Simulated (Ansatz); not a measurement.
Which isomer of CH5NSSn gives these data?

These gas-phase data were calculated for one isomer of CH5NSSn at PBE0-D4/def2-SVP (harmonic, unscaled wavenumbers; equilibrium rotational constants with average atomic masses):

| Property | Result |
| --- | --- |
| rotational constants | 2.976, 2.758, 1.444 GHz |
| all wavenumbers above 1500 cm⁻¹ | 3598, 3141, 3067, 3003, 2716 |

Candidates:

(1) `C[S][Sn][NH2]`, a singlet
(2) `C[NH][Sn][SH]`, a singlet

**Question.** Assign the data to one candidate and say why.

**Answer.** Candidate (2). The band at 2716 cm⁻¹ lies where the S–H stretch is expected; (1) has no mode between 2500 and 2800 cm⁻¹.

The same quantities for all candidates:

```
     rotational constants (GHz)         wavenumbers above 1500 cm⁻¹  E above the lowest, PBE0-D4/def2-SVP (kcal/mol)
(1)         5.309, 1.936, 1.432  3706, 3590, 3173, 3162, 3056, 1510                                              0.3
(2)         2.976, 2.758, 1.444        3598, 3141, 3067, 3003, 2716                                              0.0
```

Each candidate is one conformer. Atoms past krypton carry core potentials. Programs: Ansatz 0.2.0.

The N–H region supports the assignment independently: (2) has a single N–H stretch at 3598 cm⁻¹, whereas the NH2 group of (1) gives a stretching pair and a scissoring mode at 1510 cm⁻¹. The S–H stretch lies far below N–H mainly because the bond to sulfur, made with a larger and more diffuse 3p orbital, has a smaller force constant; the reduced masses differ little. The C–H stretches are also lower in (2), probably because the nitrogen lone pair donates into C–H antibonding orbitals.

Of the rotational constants, the two larger ones separate the candidates, while the smallest is nearly the same in both. For (2) the three together fit a nearly planar frame with only methyl hydrogens out of plane. This suggests a planar nitrogen whose lone pair donates into the formally empty 5p orbital of divalent tin. The energy difference of 0.3 kcal/mol is too small to establish which isomer is more stable, and the assignment does not depend on it.
